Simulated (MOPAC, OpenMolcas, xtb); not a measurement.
# A ladder of methods for BNH4 (BH2(NH2))

BNH4 has 6 atoms, charge 0, and is taken as a singlet. As SMILES, `[H]B([H])N`. The coordinates come from a GFN2-xTB relaxation.

Each level gives the dipole moment (D). The values are calculated.

| level | kind | program | value (D) | CPU time |
| --- | --- | --- | --- | --- |
| GFN2-xTB | semi-empirical | xtb | 2.12 | under 2 s |
| PM6 | semi-empirical | MOPAC | 2.19 | under 2 s |
| PM7 | semi-empirical | MOPAC | 2.22 | under 2 s |
| GFN0-xTB | semi-empirical | xtb | 1.86 | under 2 s |
| HF/STO-3G | Hartree–Fock | OpenMolcas | 1.75 | 1.6 s |
| HF/3-21G | Hartree–Fock | OpenMolcas | 2.06 | 1.6 s |
| HF/def2-SVP | Hartree–Fock | OpenMolcas | 1.91 | 2 s |
| HF/ANO-L-VTZP | Hartree–Fock | OpenMolcas | 1.67 | 59 s |
| SVWN5/STO-3G | LDA | OpenMolcas | 2.43 | 3.8 s |
| PBE/STO-3G | GGA | OpenMolcas | 2.37 | 4.4 s |

The values span 1.67 to 2.43 D. Sets without polarisation functions give poor dipoles. CPU times are rough (shared hosts, several kinds of processor): they show what a rung costs within a factor of a few.

Every level gives aminoborane a substantial dipole, the net result of opposing charge shifts. The σ framework draws electrons from boron towards the more electronegative nitrogen, while donation of the nitrogen lone pair into the empty boron p orbital sends π density back. The protic N–H and hydridic B–H bonds reinforce the π contribution, so the total depends on a balance that each method strikes differently.

In the common STO-3G basis, replacing Hartree–Fock by PBE raises the dipole from 1.75 to 2.37 D, whereas PBE and SVWN5 nearly agree; this probably reflects stronger N-to-B π delocalisation in the functionals. Within Hartree–Fock the basis matters too, but not monotonically: the value rises from STO-3G to 3-21G, then falls through def2-SVP to 1.67 D with ANO-L-VTZP. The closeness of the smallest and largest basis results therefore suggests cancellation of errors rather than early convergence. Because the functionals were run only in the minimal basis, their offset from Hartree–Fock cannot be assumed to persist in a larger one.
